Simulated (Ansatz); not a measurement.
# Decay constant of the tunnelling density against sample bias on Cl-covered (PBEsol) and As-covered (PBE-D3(BJ)) Ti(0001)

Chlorine can remain on a titanium contact after etching, and arsenic can reach one from a neighbouring semiconductor. A scanning tunnelling microscope can image such layers, but turning a change of current into a height requires the decay of the density into the vacuum, which depends on the bias. Problem: find how the decay constant κ changes with sample bias on Ti(0001)-(2x2)-Cl and Ti(0001)-(r3xr3)R30-As, and estimate κ for the As layer at −0.3 V. The density summed between the Fermi level and the bias falls as exp(−2κz), with z measured from the top atom. The yardstick is κ₀, the decay constant of a free electron at the top of the window without momentum along the surface.

## How the numbers were made

Ansatz 0.2.0, plane-wave Kohn-Sham DFT with its default PAW datasets at cutoffs of 420 eV, level as listed. Slabs and stacks are built by hand and relaxed; a single point with 18 Å of vacuum, a dipole correction, Fermi-Dirac smearing of 0.05 eV and meshes of 12 points along the first in-plane vector gives the density of the states between the Fermi level and the sample bias. Its planar mean n(z) is fitted as exp(−2κz) between 3 and 5 Å above the top atom. Spin-paired, no spin-orbit coupling.

Notes on method and selection:

- A free electron at the Fermi level with no momentum along the surface decays with κ₀ = 0.5123·√Φ Å⁻¹, Φ in eV; momentum along the surface raises κ, and the slow approach of the potential to the vacuum level lowers it.
- The tip is left out (Tersoff-Hamann).
- Slabs this thin have discrete subbands, so κ depends on which of them fall in the window.
- Windows narrower than 0.1 V hold too few states on these meshes and are not listed; a blank corrugation was not computed at that height.
- Runs in which the search for lower states was switched off are not listed.
- Work functions and vacuum levels are read from the electrostatic potential (Hartree and local ionic parts), which a warning of a rough exchange-correlation potential in thin density does not concern.
- Sites and patterns name the starting structure; atoms can leave their sites in the relaxation.
- The default PAW datasets of this version of Ansatz are the set soft_2.
- Runs that did not converge, have known faults or may not be shown are not listed, and runs on Ansatz's PAW sets soft_1 and soft_2 are kept to separate tables.

Columns:

- bias (V): sample bias; negative images filled states.
- κ₀ of window top (Å⁻¹): 0.5123·√(Φ − E) for the highest energy E in the window, from the Fermi level.
- κ (Å⁻¹): decay constant κ of the window's density.
- corrugation (Å): corrugation at constant current, set to the mean density at the first listed height.

## The series

| member | surface | bias (V) | κ₀ of window top (Å⁻¹) | κ (Å⁻¹) | corrugation (Å) |
| --- | --- | --- | --- | --- | --- |
| −1 V | Ti(0001)-(2x2)-Cl, fcc site (PBEsol, Φ 4.17 eV, 3.5 Å) | −1.0 | 1.046 | 1.181 | 0.544 |
| −0.5 V | Ti(0001)-(2x2)-Cl, fcc site (PBEsol, Φ 4.17 eV, 3.5 Å) | −0.5 | 1.046 | 1.153 | 1.030 |
| −0.1 V | Ti(0001)-(2x2)-Cl, fcc site (PBEsol, Φ 4.17 eV, 3.5 Å) | −0.1 | 1.046 | 1.128 | 1.022 |
| +0.1 V | Ti(0001)-(2x2)-Cl, fcc site (PBEsol, Φ 4.17 eV, 3.5 Å) | 0.1 | 1.033 | 1.124 | 0.959 |
| +0.5 V | Ti(0001)-(2x2)-Cl, fcc site (PBEsol, Φ 4.17 eV, 3.5 Å) | 0.5 | 0.981 | 1.106 | 0.717 |
| +1 V | Ti(0001)-(2x2)-Cl, fcc site (PBEsol, Φ 4.17 eV, 3.5 Å) | 1.0 | 0.912 | 1.081 | 0.549 |
| −2 V | Ti(0001)-(r3xr3)R30-As, hcp site (PBE-D3(BJ), Φ 5.04 eV, 3.5 Å) | −2.0 | 1.150 | 1.373 | 0.960 |
| −1 V | Ti(0001)-(r3xr3)R30-As, hcp site (PBE-D3(BJ), Φ 5.04 eV, 3.5 Å) | −1.0 | 1.150 | 1.334 | 1.162 |
| −0.3 V | Ti(0001)-(r3xr3)R30-As, hcp site (PBE-D3(BJ), Φ 5.04 eV, 3.5 Å) | −0.3 | 1.150 | ? | ? |
| +0.3 V | Ti(0001)-(r3xr3)R30-As, hcp site (PBE-D3(BJ), Φ 5.04 eV, 3.5 Å) | 0.3 | 1.115 | 1.249 | 0.336 |
| +1 V | Ti(0001)-(r3xr3)R30-As, hcp site (PBE-D3(BJ), Φ 5.04 eV, 3.5 Å) | 1.0 | 1.030 | 1.213 | 0.557 |
| +2 V | Ti(0001)-(r3xr3)R30-As, hcp site (PBE-D3(BJ), Φ 5.04 eV, 3.5 Å) | 2.0 | 0.893 | 1.085 | 0.819 |

Cells marked ? are withheld until the estimate has been made.

## Why the values move as they do

Solution. On both surfaces κ falls at each listed step from negative to positive bias. Between −1 and +1 V the mean slope is (1.081 − 1.181) / 2.0 = −0.050 Å⁻¹ per V for Cl and (1.213 − 1.334) / 2.0 = −0.061 Å⁻¹ per V for As. On the Cl layer the density thus drops by a factor exp(2 × 1.181) = 10.6 per Å at −1 V and by exp(2 × 1.081) = 8.7 at +1 V.

The likely main cause is the barrier height. A more negative bias adds deeper states, which face a higher barrier, while a more positive bias adds states closer to the vacuum level. Since κ describes the whole window, it should move less than κ₀ at the moving edge. From +0.1 to +1 V on Cl, κ₀ falls by 1.033 − 0.912 = 0.121 Å⁻¹ and κ by 1.124 − 1.081 = 0.043 Å⁻¹. On As the fall from +1 to +2 V is much steeper, 1.213 − 1.085 = 0.128 Å⁻¹ against 1.030 − 0.893 = 0.137 Å⁻¹ in κ₀; a subband with little momentum along the surface entering the window is a possible reason.

In every row shown κ exceeds κ₀. Momentum along the surface acts in this direction, as do the deeper states of the window, whereas the slow approach of the potential to the vacuum level acts against it. The fit also lies in the thin density for which both surfaces carried a warning of a rough exchange-correlation potential, so small differences in κ deserve caution.

The As layer has the larger κ at both −1 and +1 V. Its higher work function alone raises κ₀ at the Fermi level by 1.150 − 1.046 = 0.104 Å⁻¹. The functionals differ too, but a change of roughly 0.1 eV in work function from that source would move κ₀ by only about 0.01 Å⁻¹.

Corrugation does not follow κ. On Cl it drops from 1.030 Å at −0.5 V to 0.544 Å at −1 V while κ changes by only 1.181 − 1.153 = 0.028 Å⁻¹.

## Prediction

Plain estimates from the members shown:

- −0.3 V (Ti(0001)-(r3xr3)R30-As, hcp site (PBE-D3(BJ), Φ 5.04 eV, 3.5 Å)), straight-line interpolation between −1 V and +0.3 V: w = (−0.3 − (−1.0)) / (0.3 − (−1.0)) = 0.538, so 1.334 + 0.538 × (1.249 − 1.334) = 1.288 Å⁻¹

The straight line between the neighbours at −1 and +0.3 V gives 1.288 Å⁻¹. It suits this member because the windows on either side of zero bias both shrink towards the same states at the Fermi level, so no jump in κ is expected there.

The barrier alone gives a check. Going from +0.3 to −0.3 V lowers the window's centre by 0.3 eV, and a free electron's κ₀ changes by 0.5123 / (2 × √5.04) = 0.114 Å⁻¹ per eV. This leads to 1.249 + 0.3 × 0.114 = 1.283 Å⁻¹, close to the line. The corrugation differs strongly between the two neighbours, 1.162 Å against 0.336 Å, so the lateral shape of the density changes between them, but this does not fix the sign of a shift in κ. None is applied.

The same interpolation can be tried on the three inner As members shown, each from its nearest listed neighbours:

- −1 V: 1.373 + (−1.0 + 2.0) / (0.3 + 2.0) × (1.249 − 1.373) = 1.319, calculated 1.334, miss +0.015
- +0.3 V: 1.334 + (0.3 + 1.0) / (1.0 + 1.0) × (1.213 − 1.334) = 1.255, calculated 1.249, miss −0.006
- +1 V: 1.249 + (1.0 − 0.3) / (2.0 − 0.3) × (1.085 − 1.249) = 1.181, calculated 1.213, miss +0.032

Their root mean square is √((0.015² + 0.006² + 0.032²) / 3) = 0.021 Å⁻¹, which is taken as one standard deviation. The estimate is 1.29 ± 0.02 Å⁻¹.

**Committed estimate, −0.3 V (Ti(0001)-(r3xr3)R30-As, hcp site (PBE-D3(BJ), Φ 5.04 eV, 3.5 Å)): κ = 1.29 ± 0.02 Å⁻¹.**

## The answer

| member | surface | bias (V) | κ₀ of window top (Å⁻¹) | κ (Å⁻¹) | corrugation (Å) |
| --- | --- | --- | --- | --- | --- |
| −0.3 V | Ti(0001)-(r3xr3)R30-As, hcp site (PBE-D3(BJ), Φ 5.04 eV, 3.5 Å) | −0.3 | 1.150 | 1.222 | 0.877 |

| member | estimate | κ (Å⁻¹) | computed | estimate − computed | miss in error bars |
| --- | --- | --- | --- | --- | --- |
| −0.3 V (Ti(0001)-(r3xr3)R30-As, hcp site (PBE-D3(BJ), Φ 5.04 eV, 3.5 Å)) | committed | 1.290 | 1.222 | +0.068 | 3.4 |
| −0.3 V (Ti(0001)-(r3xr3)R30-As, hcp site (PBE-D3(BJ), Φ 5.04 eV, 3.5 Å)) | interpolation | 1.288 | 1.222 | +0.066 |  |

The estimate failed: 1.29 against a computed 1.222 Å⁻¹, too high by 0.068 Å⁻¹ or 3.4 error bars. The straight line missed by almost the same amount, 0.066 Å⁻¹.

The assumption of a smooth passage through zero bias did not hold. Windows on either side approach the same states only as they become very narrow; at 0.3 V they still contain different ones. The error bar, taken from three trial misses, was too small.

The result also ends the steady fall of κ on the As layer, since κ is lower at −0.3 V than at +0.3 V. Barrier height alone would give the opposite order. Nor does it account for the rise from −0.3 to −1 V. Even at the lower edge of the window, where the barrier is Φ plus 0.3 or 1.0 eV, κ₀ grows only by 0.5123 × (√(5.04 + 1.0) − √(5.04 + 0.3)) = 0.075 Å⁻¹, whereas κ grows by 1.334 − 1.222 = 0.112 Å⁻¹. The character of the states in the window therefore matters as well as their energy.

## Where the trend breaks

A least-squares line through all six As rows has a slope of −0.068 Å⁻¹ per V. As the six biases average to zero, its value at 0 V is the mean κ, (1.373 + 1.334 + 1.222 + 1.249 + 1.213 + 1.085) / 6 = 1.246 Å⁻¹. The −0.3 V member lies farthest from the line, at 1.222 − (1.246 + 0.3 × 0.068) = −0.044 Å⁻¹, followed by +1 V at 1.213 − (1.246 − 1.0 × 0.068) = +0.035 Å⁻¹.

At −0.3 V the window is narrow and the slab only a few titanium layers thick, so a few subbands can set the decay. States with little momentum along the surface would lower κ, as required. In line with this, κ exceeds κ₀ by only 1.222 − 1.150 = 0.072 Å⁻¹ at −0.3 V, against 1.334 − 1.150 = 0.184 Å⁻¹ at −1 V, though the deeper states of the wider window account for part of that difference. Coarse sampling of the subbands by the mesh could also contribute. For +1 V the opposite selection, states with more momentum along the surface, is a possible cause. A different number of layers would place the subbands at other energies. With no thicker slab shown, these explanations remain untested, and the dip at −0.3 V may belong to this slab rather than to As on thick titanium.

On the Cl layer no row lies more than 0.006 Å⁻¹ from its own line, and none needs a separate explanation.

## Rules of thumb and their limits

On the Cl layer κ falls by about 0.05 Å⁻¹ per V between −1 and +1 V, and interpolation recovers each inner row within 0.006 Å⁻¹. On the As layer κ is lower at +2 V than at −2 V, but interpolation of the four inner rows has a root mean square miss of √((0.050² + 0.066² + 0.031² + 0.032²) / 4) = 0.047 Å⁻¹, not clearly better than the roughly 0.058 Å⁻¹ from taking the mean of the other rows.

These rules describe the slabs computed, and I should have described those more fully in the method notes. Both are only a few titanium layers thick. Their lower layers were held in place while the upper ones and the adsorbate relaxed, and the same in-plane titanium spacing was used for both functionals. How far κ depends on these choices cannot be read from the tables. Even the smooth fall on Cl does not show that its slope would stay the same on a thicker slab.

For the As-covered slab used here, a tenfold change of current corresponds to a height change of 2.303 / (2 × 1.222) = 0.94 Å at −0.3 V and 2.303 / (2 × 1.334) = 0.86 Å at −1 V.

The field of the omitted tip matters as much as the trend on Cl. With equal work functions it shifts the mean barrier by about half the bias, raising κ by roughly 0.5 × 0.5123 / (2 × √4.17) = 0.06 Å⁻¹ at +1 V and lowering it by about as much at −1 V. This could cancel the calculated fall.
